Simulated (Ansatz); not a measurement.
**Ligand exchange: GeH(SH)3 + C2H7BS2 → Ge(SH)4 + C2H7BS**

Species: GeH(SH)3, singlet; C2H7BS2 `CCB(S)S`, singlet; Ge(SH)4, singlet; C2H7BS `CCBS`, singlet. The partners trade H for SH: Ge–H and B–SH bonds give way to Ge–SH and B–H.

Shapes, held fixed at every level: PBE0-D4/def2-TZVP. Flexible molecules stand in one conformer, not always the lowest. Programs: Ansatz 0.2.0. Electronic energies: no zero-point or thermal term.

**Question.** Estimate ΔE of this reaction.

**Answer.** The highest level, CCSD(T)/def2-TZVPP, gives ΔE = +16.1 kJ/mol; the levels span +10.3 to +17.8. The column of differences is taken from that level and isn't an error. No measured value is set beside it here. Relativity is left out for Ge. Outer-core shells of Ge are correlated in most correlated rows, in sets that cover them unevenly.

| level | kind | ΔE (kJ/mol) | less CCSD(T)/def2-TZVPP |
| --- | --- | --- | --- |
| HF/def2-TZVPP | Hartree–Fock | +10.3 | -5.8 |
| PBE-D4/def2-TZVPP | GGA | +16.6 | +0.5 |
| r2SCAN-D4/def2-TZVPP | meta-GGA | +17.8 | +1.7 |
| B3LYP-D4/def2-TZVPP | global hybrid | +11.9 | -4.2 |
| PBE0-D4/def2-TZVPP | global hybrid | +16.9 | +0.8 |
| wB97M-V/def2-TZVPP | range-separated hybrid | +15.9 | -0.2 |
| CCSD/def2-TZVPP | coupled cluster or CI | +15.7 | -0.4 |
| CCSD(T)/def2-TZVPP | coupled cluster or CI | +16.1 | 0.0 |

The exchange is endothermic at every level, so in this pairing SH favours boron and hydride favours germanium. The likely main reason is π bonding. Three-coordinate boron has an empty p orbital that accepts sulfur lone-pair density, and replacing one SH by H removes a donor. The remaining SH can donate more strongly, which softens the loss and fits the modest size of the reaction energy. Tetravalent germanium has no comparable vacant p orbital and can offer the incoming SH only weaker delocalisation into σ* orbitals.

Hartree–Fock gives the right sign but too small a cost, +10.3 against +16.1 kJ/mol with CCSD(T), probably because correlation favours the boron–sulfur π interaction in the reactants. CCSD already recovers nearly all of the difference, so connected triples matter little here. Among the functionals B3LYP stands apart on the low side, while PBE and PBE0 nearly agree, so exact exchange alone doesn't order the results. The reaction energy by itself can't separate π donation from differences in the σ-bond strengths.
